## Appendix: the Duffin–Kemmer–Petiau algebra from Bargmann–Wigner bispinors, with the DKP oscillator

### A.1 Premises and conventions

Units are $\hbar=c=1$ and the metric is $g=\mathrm{diag}(+,-,-,-)$. The Dirac matrices obey $\{\gamma^\mu,\gamma^\nu\}=2g^{\mu\nu}$, with $\gamma^0$ Hermitian and $\gamma^k$ anti-Hermitian. We write $\gamma_5=i\gamma^0\gamma^1\gamma^2\gamma^3$, $\Sigma^{\mu\nu}=\tfrac12[\gamma^\mu,\gamma^\nu]$ and $p_\mu=i\partial_\mu$. In the Dirac representation $C=i\gamma^2\gamma^0$ satisfies $C^T=-C$ and $C\gamma^{\mu T}=-\gamma^\mu C$. The mass $m$ is nonzero.

A bispinor $\Psi_{\alpha\beta}$ carries two Dirac indices. The matrices $a^\mu=\gamma^\mu\otimes1$ and $b^\mu=1\otimes\gamma^\mu$ act on one index each. Each set obeys the Clifford relation, and $[a^\mu,b^\nu]=0$. The Bargmann–Wigner (BW) equations impose the Dirac equation on both indices, $(a\cdot p-m)\Psi=0$ and $(b\cdot p-m)\Psi=0$. Their half-sum is the DKP equation

$$(\beta^\mu p_\mu-m)\Psi=0,\qquad \beta^\mu=\tfrac12(a^\mu+b^\mu).\tag{A1}$$

### A.2 The trilinear algebra

Expand $8\beta^\mu\beta^\nu\beta^\rho$ in $a$ and $b$ and add the same product with $\mu\leftrightarrow\rho$.

*Terms $aaa$.* The Clifford relation gives $a^\mu a^\nu a^\rho=g^{\mu\nu}a^\rho+g^{\nu\rho}a^\mu-g^{\mu\rho}a^\nu+a^{[\mu}a^\nu a^{\rho]}$. The last, totally antisymmetric, term is odd under $\mu\leftrightarrow\rho$ and cancels. The sum is $2(g^{\mu\nu}a^\rho+g^{\nu\rho}a^\mu-g^{\mu\rho}a^\nu)$.

*Terms $bba$.* Since $a$ commutes with $b$, the six terms with one $a$ collect into $a^\rho\{b^\mu,b^\nu\}+a^\nu\{b^\mu,b^\rho\}+a^\mu\{b^\nu,b^\rho\}=2(g^{\mu\nu}a^\rho+g^{\mu\rho}a^\nu+g^{\nu\rho}a^\mu)$.

The $g^{\mu\rho}$ terms cancel between the two groups, which leaves $4(g^{\mu\nu}a^\rho+g^{\nu\rho}a^\mu)$. The groups $bbb$ and $aab$ give the same with $b$ for $a$. Using $a+b=2\beta$ and dividing by 8,

$$\beta^\mu\beta^\nu\beta^\rho+\beta^\rho\beta^\nu\beta^\mu=\beta^\mu g^{\nu\rho}+\beta^\rho g^{\nu\mu}.\tag{A2}$$

Contraction with $p_\mu p_\nu p_\rho$ gives $(\beta\cdot p)^3=p^2\,\beta\cdot p$. On a solution of (A1) this reads $m^3\Psi=p^2m\Psi$, so every component obeys the Klein–Gordon equation. Two further identities follow from $[a,b]=0$ and $(a^0)^2=(b^0)^2=1$:

$$[\beta^\mu,\beta^\nu]=\tfrac12\left(\Sigma^{\mu\nu}\otimes1+1\otimes\Sigma^{\mu\nu}\right),\qquad \eta\equiv2(\beta^0)^2-1=\gamma^0\otimes\gamma^0.\tag{A3}$$

The commutators are thus proportional to the Lorentz generators of the bispinor. The matrices $\eta\beta^\mu$ are Hermitian, so $j^\mu=\Psi^\dagger\eta\beta^\mu\Psi$ is real and conserved. Its density is $\Psi^\dagger\beta^0\Psi$, because $(\beta^0)^3=\beta^0$, and it is indefinite.

### A.3 Reduction $16=10+5+1$

Write $\Psi$ as a $4\times4$ matrix $\Psi=XC$. Then $a^\mu\Psi=\gamma^\mu XC$ and $b^\mu\Psi=XC\gamma^{\mu T}=-X\gamma^\mu C$, so that

$$\beta^\mu:\ X\mapsto\tfrac12[\gamma^\mu,X],\qquad \eta:\ X\mapsto-\gamma^0X\gamma^0.\tag{A4}$$

Expand $X$ in the Clifford basis,

$$X=\chi\,1+\phi\,\gamma_5+V_\mu\gamma^\mu\gamma_5+U_\mu\gamma^\mu+\tfrac12G_{\mu\nu}\Sigma^{\mu\nu}.$$

The two properties of $C$ show that $\gamma^\mu C$ and $\Sigma^{\mu\nu}C$ are symmetric (10 matrices), while $C$, $\gamma_5C$ and $\gamma^\mu\gamma_5C$ are antisymmetric (6 matrices). Exchange of the two indices commutes with $\beta^\mu$, so both spaces are invariant. The action on the basis is

$$\tfrac12[\gamma^\mu,1]=0,\qquad \tfrac12[\gamma^\mu,\gamma_5]=\gamma^\mu\gamma_5,\qquad \tfrac12[\gamma^\mu,\gamma^\nu\gamma_5]=g^{\mu\nu}\gamma_5,$$
$$\tfrac12[\gamma^\mu,\gamma^\nu]=\Sigma^{\mu\nu},\qquad \tfrac12[\gamma^\mu,\Sigma^{\nu\rho}]=g^{\mu\nu}\gamma^\rho-g^{\mu\rho}\gamma^\nu.\tag{A5}$$

The 6 splits into the trivial singlet $\chi$ and the 5 spanned by $(\phi,V_\mu)$. Applying (A5) twice, $\beta^\mu\beta_\mu$ equals $0,1,2,3,4$ on $\chi,V,G,U,\phi$.

*Irreducibility.* By (A3) an invariant subspace is Lorentz invariant, hence a sum of the inequivalent Lorentz multiplets present. In the 5 these are the scalar and the vector, and (A5) maps each onto the other. In the 10 they are the vector and the self-dual and anti-self-dual tensors. The vector is mapped onto all six $\Sigma^{\mu\nu}$, and every nonzero tensor is mapped by some $\beta^\mu$ to a nonzero vector. No proper invariant subspace remains.

*Field equations.* Let $\pi_\mu$ stand for $p_\mu$ or a coupled momentum. Equating coefficients in $\tfrac12[\gamma^\mu,\pi_\mu X]=mX$ gives $\chi=0$ and

$$mV_\mu=\pi_\mu\phi,\qquad m\phi=\pi^\mu V_\mu;\tag{A6}$$
$$mG_{\mu\nu}=\pi_\mu U_\nu-\pi_\nu U_\mu,\qquad mU_\nu=\pi^\mu G_{\mu\nu}.\tag{A7}$$

For $\pi=p$, (A6) gives $(\Box+m^2)\phi=0$, the Klein–Gordon equation. Equation (A7) gives $\partial^\mu(\partial_\mu U_\nu-\partial_\nu U_\mu)+m^2U_\nu=0$, the Proca equation, whose divergence $\partial\cdot U=0$ leaves three polarisations.

*Relation to the BW pair.* The difference of the BW equations is $\{\not p,X\}=0$. If (A1) holds, $\{\not p,X\}=\{\not p,[\not p,X]\}/2m=[p^2,X]/2m=0$. The free DKP equation is therefore equivalent to the BW pair. With minimal coupling, $\pi_\mu=p_\mu-q\mathcal A_\mu$ and $[\pi_\mu,\pi_\nu]=-iqF_{\mu\nu}$, the commutator of the two BW operators imposes $F_{\mu\nu}a^\mu b^\nu\Psi=0$, an algebraic condition absent from the free theory. Interactions are therefore introduced in (A1), not in the pair.

### A.4 Two-component reduction for static couplings

By (A4), $\eta=+1$ on $\phi,V^0,U^k,G^{0k}$ and $\eta=-1$ on $V^k,U^0,G^{jk}$. Consider stationary states, $\pi_0=E$, and let the spatial momentum be $\mathbf p^-$ when it acts on an $\eta=+1$ component and $\mathbf p^+=(\mathbf p^-)^\dagger$ when it acts on an $\eta=-1$ component. The adjoint relation keeps $\eta\beta^\mu\pi_\mu$ Hermitian and the current conserved.

For spin 0, (A6) reads $mV^0=E\phi$, $m\mathbf V=\mathbf p^-\phi$, $m\phi=EV^0-\mathbf p^+\cdot\mathbf V$, hence

$$(E^2-m^2)\phi=\mathbf p^+\cdot\mathbf p^-\phi.\tag{A8}$$

For spin 1 set $e^k=G^{0k}$ and $G^{jk}=\epsilon_{jkl}h^l$. Then (A7) reads

$$m\mathbf e=E\mathbf U-\mathbf p^+U^0,\quad m\mathbf h=\mathbf p^-\times\mathbf U,\quad mU^0=\mathbf p^-\cdot\mathbf e,\quad m\mathbf U=E\mathbf e+\mathbf p^+\times\mathbf h.$$

The second and third equations contain no $E$ and fix $\mathbf h$ and $U^0$. Define $D\mathbf e=\mathbf p^-\cdot\mathbf e$ and $K\mathbf U=\mathbf p^-\times\mathbf U$. Their adjoints are $D^\dagger=\mathbf p^+$ and $K^\dagger=-\mathbf p^+\times$. With $P=D^\dagger D\ge0$ and $Q=K^\dagger K\ge0$,

$$E\mathbf U=(m+P/m)\mathbf e,\qquad E\mathbf e=(m+Q/m)\mathbf U,$$
$$E^2\mathbf U=\left(m^2+P+Q+PQ/m^2\right)\mathbf U.\tag{A9}$$

The operator in (A9) is $ST$ with $S=m+P/m\ge m$ and $T=m+Q/m\ge m$. It is similar to the Hermitian operator $T^{1/2}ST^{1/2}\ge mT\ge m^2$, so $E$ is real and $|E|\ge m$. In components $P_{jk}=p^+_jp^-_k$ and $Q_{jk}=\delta_{jk}\mathbf p^+\cdot\mathbf p^--p^+_kp^-_j$. With the spin-1 matrices $(S_l)_{jk}=-i\epsilon_{ljk}$,

$$P+Q=\mathbf p^+\cdot\mathbf p^-+i\,\mathbf S\cdot(\mathbf p^+\times\mathbf p^-),\qquad PQ\,\mathbf U=-\mathbf p^+\left[(\mathbf p^-\times\mathbf p^+)\cdot(\mathbf p^-\times\mathbf U)\right].\tag{A10}$$

### A.5 The gyromagnetic ratio

Define $g$ by the energy $-g(q/2m)\mathbf S\cdot\mathbf B$. In a static magnetic field $\mathbf p^\pm=\boldsymbol\pi=\mathbf p-q\boldsymbol{\mathcal A}$ and $\boldsymbol\pi\times\boldsymbol\pi=iq\mathbf B$. Then $P+Q=\boldsymbol\pi^2-q\,\mathbf S\cdot\mathbf B$. The term $PQ/m^2$ is of order $qB\,\boldsymbol\pi^2/m^2$, smaller than the spin term by $v^2$. To leading order in $1/m$,

$$E-m=\frac{\boldsymbol\pi^2}{2m}-\frac{q}{2m}\mathbf S\cdot\mathbf B,\qquad g=1.\tag{A11}$$

One state shows this exactly. In a uniform field along $z$ with $qB>0$, the lowest Landau level at $p_z=0$ has $\boldsymbol\pi^2=qB$. For $S_z=+1$ this gives $P+Q=0$. Both operators are non-negative, so each annihilates the state and $E=m$: the zero-point energy is cancelled by the spin term, $E^2=m^2+(1-g)qB$ with $g=1$.

For the Dirac equation the same step gives $(\boldsymbol\sigma\cdot\mathbf p^+)(\boldsymbol\sigma\cdot\mathbf p^-)=\mathbf p^+\cdot\mathbf p^-+2i\,\mathbf S\cdot(\mathbf p^+\times\mathbf p^-)$ with $\mathbf S=\boldsymbol\sigma/2$, so $g=2$. Both cases fit the rule $g=1/s$ that Belinfante proposed for minimal coupling. The rule for general $s$ is not derived here.

### A.6 The DKP oscillator

The oscillator of Nedjadi and Barrett is the substitution $\mathbf p\to\mathbf p-im\omega\,\eta\,\mathbf r$, with $\eta$ acting on $\Psi$ before $\beta^k$ and $\omega>0$. Hence $\mathbf p^\mp=\mathbf p\mp im\omega\mathbf r$. With $\mathbf a=(\nabla+m\omega\mathbf r)/\sqrt{2m\omega}$ (a ladder operator, unrelated to $a^\mu$) one has $\mathbf p^-=-i\sqrt{2m\omega}\,\mathbf a$ and $\mathbf p^+=i\sqrt{2m\omega}\,\mathbf a^\dagger$. From $\mathbf r\cdot\mathbf p-\mathbf p\cdot\mathbf r=3i$ and $\mathbf p\times\mathbf r=-\mathbf L$,

$$\mathbf p^+\cdot\mathbf p^-=\mathbf p^2+m^2\omega^2r^2-3m\omega=2m\omega\hat N,\qquad \mathbf p^+\times\mathbf p^-=2im\omega\mathbf L.$$

Let $x=2\omega/m$ and $\lambda=E^2/m^2$, and let $N=2n_r+L$ be the eigenvalue of $\hat N=\mathbf a^\dagger\cdot\mathbf a$.

**Spin 0.** Equation (A8) gives $\lambda=1+Nx$, with the full degeneracy $(N+1)(N+2)/2$ of the oscillator shell.

**Spin 1.** Write $P=2m\omega\hat P$ and $Q=2m\omega\hat Q$. Then $\lambda$ is an eigenvalue of $(1+x\hat P)(1+x\hat Q)$, and (A10) gives $\hat P+\hat Q=\hat N-\mathbf L\cdot\mathbf S$. The non-relativistic limit is $E-m=\omega(\hat N-\mathbf L\cdot\mathbf S)$. The Dirac identity of A.5 gives $2\mathbf L\cdot\mathbf S$ in its place, the same factor $1/s$. Both $\hat P$ and $\hat Q$ conserve $N$, $J$ and $M$. The eigenvalue of $\mathbf L\cdot\mathbf S$ is $J-1$, $-1$, $-(J+2)$ for $L=J-1$, $J$, $J+1$. The maps $D$ and $K$ commute with $\mathbf J$ and remove one quantum, and $L$ has the parity of the number of quanta. This settles each sector.

1. $L=J\ge1$, $N-J$ even. The image under $D$ would be a scalar with orbital momentum $J$ and $N-1$ quanta, which does not exist. So $\hat P=0$ and $\lambda=1+(N+1)x$.
2. $J=N+1$, $L=N$. Here $\hat P+\hat Q=0$, so $\lambda=1$ for every $N$. The levels $E=\pm m$ are infinitely degenerate.
3. $J=0$, $L=1$, $N$ odd. The image under $K$ would be a vector with $L=0$ and $J=0$, which does not exist. So $\hat Q=0$ and $\lambda=1+(N+2)x$.
4. $J\ge1$, $N\ge J+1$, $N-J$ odd. The states $L=J\pm1$ form a two-dimensional space. $D$ maps it to one scalar state and $K$ to one vector state ($L=J$), so $\det\hat P=\det\hat Q=0$. The nonzero eigenvalue of $D^\dagger D$ equals that of $DD^\dagger$, namely $\mathbf a\cdot\mathbf a^\dagger=(N-1)+3$, so $\mathrm{tr}\hat P=N+2$. The sum $\hat P+\hat Q$ has eigenvalues $N-J+1$ and $N+J+2$, so $\mathrm{tr}\hat Q=N+1$. For $2\times2$ matrices $\det(\hat P+\hat Q)=\det\hat P+\det\hat Q+\mathrm{tr}\hat P\,\mathrm{tr}\hat Q-\mathrm{tr}\hat P\hat Q$, which gives $\mathrm{tr}\hat P\hat Q=(N+1)(N+2)-(N-J+1)(N+J+2)=J(J+1)\equiv\mathcal J$.

In sector 4 the matrix $(1+x\hat P)(1+x\hat Q)$ therefore has trace and determinant

$$\tau=2+(2N+3)x+\mathcal Jx^2,\qquad \Delta=[1+(N+2)x][1+(N+1)x],$$

and the roots $\lambda_\pm=\tau/2\pm\sqrt{\tau^2/4-\Delta}$ are

$$\lambda_\pm=1+\left(N+\tfrac32\right)x+\tfrac12\mathcal Jx^2\pm\tfrac x2\sqrt{(2J+1)^2+2(2N+3)\mathcal Jx+\mathcal J^2x^2}.\tag{A12}$$

To second order, $\lambda_\pm=1+x\left[N+\tfrac32\pm(J+\tfrac12)\right]+\tfrac12\mathcal Jx^2\left[1\pm\tfrac{2N+3}{2J+1}\right]$. The upper root connects to $L=J+1$ and the lower to $L=J-1$. The second-order term comes from $PQ/m^2$.

### A.7 Range of validity

The algebra (A2) and the reduction (A4)–(A7) are exact in four dimensions. The equivalence with the BW pair needs $m\ne0$ and no interaction. The reduction (A9) needs $\pi_0=E$, that is, a static coupling with no scalar potential. The value $g=1$ belongs to minimal coupling in (A1) and holds up to relative corrections of order $v^2$ in (A11). It is not fixed by gauge invariance: a term proportional to $\kappa qF_{\mu\nu}U^\mu/m$ may be added to the second equation of (A7), which with suitable normalisation adds $-\kappa q\,\mathbf S\cdot\mathbf B$ to $Q$ and gives $g=1+\kappa$. The bound $|E|\ge m$ is then no longer guaranteed. The oscillator spectra are exact for all $\omega/m>0$ as solutions of the wave equation. The coupling is non-minimal and, through $\eta$, selects a rest frame. The density is an indefinite charge density, so a one-particle reading requires the length $(m\omega)^{-1/2}$ to exceed the Compton wavelength $1/m$, that is $\omega\ll m$. The non-relativistic formula needs in addition $Nx\ll1$.

### A.8 Numerical illustration

Take the input $\omega/m=0.05$, so $x=0.1$, and the shell $N=2$. For spin 1 it has $L=0,2$ and 18 states: $J=3$ (sector 2), $J=2$ (sector 1) and two $J=1$ triplets (sector 4). For $J=1$, $\tau=2.72$, $\Delta=1.82$ and $\tau^2/4-\Delta=0.0296$, whose root is $0.1720$, so $\lambda_-=1.1880$ and $\lambda_+=1.5320$.

| level | states | $1+\frac{\omega}{m}(N-\mathbf L\cdot\mathbf S)$ | $E/m$ without $PQ$ | exact $E/m$ |
|---|---|---|---|---|
| spin 0 | 6 | 1.10 | 1.0954 | 1.0954 |
| spin 1, $J=3$ | 7 | 1.00 | 1.0000 | 1.0000 |
| spin 1, $J=1$, lower | 3 | 1.10 | 1.0954 | 1.0899 |
| spin 1, $J=2$ | 5 | 1.15 | 1.1402 | 1.1402 |
| spin 1, $J=1$, upper | 3 | 1.25 | 1.2247 | 1.2378 |

For the $J=1$ levels the square root in $E=m\sqrt\lambda$ shifts $E/m$ from its non-relativistic value by $-0.0046$ (lower) and $-0.0253$ (upper). The term $PQ/m^2$ adds $-0.0055$ and $+0.0130$. Both are of order $x^2$ and of similar size, so an equation that keeps relativistic kinematics and drops $PQ/m^2$ is not consistent at that order. The lower $J=1$ level grows out of $L=0$, where $\mathbf L\cdot\mathbf S$ vanishes, and its separation from the spin-0 level is due to $PQ/m^2$ alone.